Smearing the edge of the Fermi sea over an energy width $\sigma$ leaves roughly $\sigma D$ states partly filled, where $D$ is the number of states per eV and atom at the Fermi level. Each of them contributes an entropy term of order $\sigma$, so the total is of order $\sigma^2 D$. With a width of 0.15 eV and a few tenths of a state per eV, that makes a few meV per atom. The smearing entropy term is therefore a crude meter for the density of states, and it can test the simplest picture of a metal, the free-electron gas.

Copper in a body-centred tetragonal cell (I4/mmm) at fixed strained geometries, computed with Ansatz 0.2.0 using PBEsol, scalar-relativistic PAW and no spin polarisation. The plane-wave cutoff is 420 eV, the k mesh 24×24×24 and the Gaussian smearing width 0.15 eV. The ratio c/a refers to the conventional cell, and the smearing entropy term is −TS.

| volume (Å³/atom) | c/a | shortest distance (Å) | smearing entropy term (meV/atom) |
| --- | --- | --- | --- |
| 10.783 | 0.9392 | 2.413 | -4.010 |
| 11.114 | 0.9251 | 2.438 | -4.270 |
| 11.286 | 0.9395 | 2.450 | -4.240 |
| 11.627 | 0.9256 | 2.475 | -4.410 |
| 11.804 | 0.9397 | 2.487 | -4.420 |
| 12.156 | 0.9260 | 2.512 | -4.510 |
| 12.338 | 0.9398 | 2.523 | -4.550 |

The cells are copper in a strained body-centred tetragonal form, not the usual face-centred cubic one, computed without spin at the density-functional level. Their shape is given by c/a, the ratio of the cell's height to its width. The smearing entropy term is about −4 meV per atom and grows in size by about 13 per cent from the smallest cell to the largest. A free-electron gas gets that growth roughly right and the size wrong by nearly a factor of two.

The meter needs an exact prefactor before it can show this. In Gaussian smearing, a state at a distance $E$ from the Fermi level contributes $-\sigma\,e^{-(E/\sigma)^2}/(2\sqrt{\pi})$. The area under the exponential is $\sigma\sqrt{\pi}$, so a density of states that is flat across the window gives

$$-\tfrac{1}{2}\,\sigma^2 D .$$

If it is not flat, $D$ is its average over the window.

The free-electron gas supplies $D$ from the volume alone. The number of electrons below an energy $E$ grows as $E^{3/2}$, and it must reach one per atom, copper's 4s electron, at the Fermi energy $E_F$. The slope at that point is $D = 3/(2E_F)$. Since $E_F$ falls as $V^{-2/3}$ when the volume per atom $V$ grows, $D$ rises as $V^{2/3}$: the same electrons are packed into a narrower range of energy.

Take the smallest cell, at 10.783 Å³ per atom. The Fermi wave number is $k_F = (3\pi^2/10.783)^{1/3} = 1.40$ Å⁻¹, and with $\hbar^2/2m = 3.81$ eV Å² the Fermi energy is $3.81 \times 1.40^2 \approx 7.5$ eV. Hence $D = 1.5/7.5 = 0.20$ states per eV, and the predicted term is $-\tfrac{1}{2} \times 0.15^2 \times 0.20$ eV, or −2.3 meV. The calculation gives −4.01 meV. No constant was adjusted in this estimate, and it reaches little more than half of the computed value.

The other six rows tell the same story: the computed term is 1.8 to 1.9 times the free-electron one throughout. Yet the failure is easy to overlook. If the $V^{2/3}$ law is given one free prefactor, fitted to all seven rows, it misses no row by more than about 3 per cent of the computed term. The free prefactor absorbs nearly the whole error, and what remains looks like a successful theory. The failure shows only when the prefactor is compared with the value that the theory itself demands, as the output below does row by row.

The likely reason lies in the slope of the bands. A density of states is large where the energy changes slowly with wave number, because many states then fall into the same energy interval. Free electrons have steep bands. In copper the filled 3d states lie not far below the Fermi level and mix with the s and p states there, while the lattice potential bends the bands near the zone boundaries; both can make them flatter. This is standard band theory rather than something the table proves, since the density of states was not resolved into s, p and d parts.

The same argument suggests why the trend survives. Expansion weakens the overlap between neighbouring atoms and narrows the real bands, much as it lowers the Fermi energy of the free gas. Both pictures therefore pack the states more densely as the cell grows. Agreement in the trend tests this shared feature and leaves the steepness of the bands untested.

The factor of nearly two depends on what is meant by the width. The formula above follows the usual convention, in which $\sigma$ stands in $e^{-(E/\sigma)^2}$. If it were instead the standard deviation of the Gaussian, the inferred density of states would be halved, and the smallest cell would come out at 0.18 states per eV, slightly below the free-electron value. Ordinary copper, though its crystal structure is different, has a larger electronic heat capacity than free electrons would give. Part of that excess comes from the coupling of electrons to lattice vibrations, but the rest points to a density of states above the free-electron one. This favours the usual convention without proving it.

A second mismatch, whose cause is less certain, needs no prefactor at all. From 11.114 to 11.286 Å³ the volume grows, so the free-electron term must become more negative. The computed one goes the other way, from −4.27 to −4.24 meV. A law whose size grows steadily with the volume cannot produce this reversal, whatever positive constant multiplies it.

What also changes between these two rows is the shape: c/a is 0.925 in the first and 0.940 in the second. The table alternates between these two shapes, and within each of them the term becomes steadily more negative with volume. The row at 11.114 lies 0.11 meV below a straight line drawn between its two neighbours of the other shape. This gap halves at the next cell with the lower c/a and nearly vanishes at the last one.

It is tempting to read this as a true effect of shape on the bands, but the sampling of wave numbers offers another explanation. In the smallest cell the smearing window holds only about 40 k points that differ by symmetry. For free electrons, neighbouring mesh points on a line across the Fermi surface are about 1 eV apart in energy, far more than the smearing width, so a small change of shape can carry points into or out of the window. A shift of 0.11 meV is about one fortieth of the term, roughly the weight of one such point. The two cells were not repeated on a denser mesh, so the cause of the reversal remains open.

The same doubt covers the finer details of the growth. Among the cells with c/a near 0.940 the term grows by 13 per cent from first to last, where free electrons give 9. Among the others it grows by 5.6 per cent, where they give 6.2. The law is too slow for one shape and slightly too fast for the other, so these differences are weak evidence against it. The missing factor of nearly two is another matter: a few misplaced points change the term by several per cent, not by eighty.

The term also invites a mistake of interpretation, because it is called an entropy. Setting $k_BT$ equal to the smearing width suggests electrons at about 1700 K, for which the thermal formula is $-\tfrac{1}{3}\pi^2 (k_BT)^2 D$. Applied to the smallest cell, it would return a density of states of only 0.05 per eV, a quarter of the free-electron value. So low a number is the warning sign that a formula for real heat has been applied to a numerical device.

A thermal term of the computed size would belong to electrons at about 680 K. Since it scales with the square of the temperature, at 300 K it would be $(300/680)^2 \approx 0.2$ of that, or somewhat under 1 meV per atom. The tabulated value is set by the chosen width, not by the temperature of any piece of copper. If the density of states is flat across the window, doubling the width makes the term four times as large.

For practical work the question is how much of this leaks into the results. Smearing also lifts some electrons to higher levels, which costs half of what the entropy term gains, so about half the term, some 2 meV per atom, stays in the free energy. Most of that is the same in every cell and cancels when volumes are compared. The part that varies acts like an outward pressure of about 0.03 GPa, against a computed pressure that falls by 21 GPa from the smallest cell to the largest. The equation of state is thus hardly disturbed, whereas the offsets of two materials with very different densities of states would not cancel, and their energies should be extrapolated to zero smearing before they are compared.

Printed output of the fit:

```
Free-electron gas against the calculation:
     row  computed term meV  free-electron term meV  D from term per eV  free-electron D per eV  computed over free-electron
  10.783              -4.01                  -2.259              0.3564                  0.2008                        1.775
  11.114              -4.27                  -2.305              0.3796                  0.2049                        1.853
  11.286              -4.24                  -2.328              0.3769                   0.207                        1.821
  11.627              -4.41                  -2.375               0.392                  0.2111                        1.857
  11.804              -4.42                  -2.399              0.3929                  0.2133                        1.842
  12.156              -4.51                  -2.447              0.4009                  0.2175                        1.843
  12.338              -4.55                  -2.471              0.4044                  0.2196                        1.841
fit of t on 7 rows: coefficient of vol**(2/3) -0.8488 +/- 0.0047; rms 0.0592, worst 10.783 -0.133, leave-one-out rms 0.0683
largest miss of the scaled law in percent of the term: 3.314
growth of the term from first to last row (c/a 0.940) in percent: 13.47
free-electron growth over the same rows in percent: 9.397
growth of the term from 11.114 to 12.156 (c/a 0.925) in percent: 5.621
free-electron growth from 11.114 to 12.156 in percent: 6.157
row 11.114 less interpolated c/a 0.940 series in meV: -0.1086
row 11.627 less interpolated c/a 0.940 series in meV: -0.05151
row 12.156 less interpolated c/a 0.940 series in meV: -0.004307
temperature if kT is set to the smearing width in K: 1741
first-row D if the term is misread as thermal at that temperature per eV: 0.05417
temperature at which a thermal term would have the same size in K: 678.6
k points in the smearing window for the first row: 655
symmetry-distinct k points in the window for the first row roughly: 40.94
free-electron energy step between neighbouring k points in eV: 1.264
change of half the term from first to last row in meV: -0.27
mean false pressure from half the term in GPa: 0.02782
fall of the computed pressure from first to last row in GPa: 20.93
```
